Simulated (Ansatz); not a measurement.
Ta: the change of energy above lowest point and pressure with volume scale

All results are calculated (Ansatz 0.2.0). Free energy against uniform scaling of the volume at fixed shape and fractions; periodic cell, basis, potentials, k mesh and filling as listed.

The cell before it is scaled or strained (space group P6_3/mmc, No. 194):
```
Ta
1.0
      2.9004     0.0000     0.0000
     -1.4502     2.5118     0.0000
      0.0000     0.0000     5.1663
Ta
2
Direct
  0.66667 0.33333 0.75000
  0.33333 0.66667 0.25000
```

Settings of every row: functional LDA; dispersion none; potentials PAW; wave cutoff 571.44 eV; density cutoff 2285.8 eV; k mesh 11x11x6; k shift 0x0x0; occupations cold; smearing width 0.1 eV; spin none.

Limits: coarse k mesh, up to 40 meV an atom off; no spin-orbit coupling, which can matter with elements this heavy; the cell comes from a prototype or a list of computed structures and needn't be the stable phase.

```
row  volume scale  V (Å³/atom)  energy above lowest point (meV/atom)  pressure (GPa)
  1          0.88       16.561                                  47.8           15.84
  2          0.92       17.313                                   0.2            4.75
  3          0.96       18.066                                     0           -4.35
  4             1       18.819                                  38.5          -11.81
  5          1.04       19.572                                 108.7          -17.86
  6          1.08       20.324                                     ?               ?
  7          1.12       21.077                                 321.1          -26.69
```

Question: what energy above lowest point and pressure should row 6 give?

Worked fit of energy above lowest point. Take u = (V_r/V)^(2/3) − 1 with V_r = 18.442 Å³ an atom, which is twice the finite (Eulerian) strain; such expansions in the strain, on which the Birch-Murnaghan equation of state is built, carry the rest volume and the bulk modulus. The shown rows have u = 0.07435, 0.04301, 0.01383, -0.0134, -0.03887, -0.08519. Least squares give energy above lowest point = 14.9 − 1426.3 × u + 25283 × u² − 1969 × u³ meV/atom; a parabola predicts inner rows, each left out in turn, worse (root mean square 0.32 against 0.089 meV/atom). The rows lie off it by 0.0, 0.0, 0.0, -0.1, 0.0, 0.0. Its lowest point lies at u = 0.0283, or V = 17.69 Å³ an atom, and the curvature there gives the bulk modulus at fixed shape and fractions, B = (4/9)(1 + u)² E″(u)/V = 214 GPa. Letting shape and atoms relax would as a rule lower it, by much in layered, chain or molecular crystals. The withheld row has u = -0.06273, so the fit gives 14.9 − 1426.3 × (-0.06273) + 25283 × (-0.06273)² − 1969 × (-0.06273)³ = 204.3 meV/atom.

The calculation gave 204.6 meV/atom. The fit lies 0.3 meV/atom (0.093 % of the column's range) below it; its largest miss of a shown row is 0.1 meV/atom.

Worked fit of pressure. Take u = (V_r/V)^(2/3) − 1 with V_r = 18.442 Å³ an atom, which is twice the finite (Eulerian) strain; such expansions in the strain, on which the Birch-Murnaghan equation of state is built, carry the rest volume and the bulk modulus. The shown rows have u = 0.07435, 0.04301, 0.01383, -0.0134, -0.03887, -0.08519. Least squares give pressure = −8.262 + 273.21 × u + 677.4 × u² + 111 × u³ GPa; a parabola predicts inner rows, each left out in turn, worse (root mean square 0.019 against 0.01 GPa). The rows lie off it by 0.00, 0.00, 0.00, -0.01, 0.00, 0.00. The pressure vanishes at u = 0.0283, or V = 17.69 Å³ an atom, and there the bulk modulus at fixed shape and fractions is B = −V dP/dV = (2/3)(1 + u) dP/du = 214 GPa. Letting shape and atoms relax would as a rule lower it, by much in layered, chain or molecular crystals. The withheld row has u = -0.06273, so the fit gives −8.262 + 273.21 × (-0.06273) + 677.4 × (-0.06273)² + 111 × (-0.06273)³ = -22.76 GPa.

The calculation gave -22.76 GPa. The fit meets it to the printed digit.
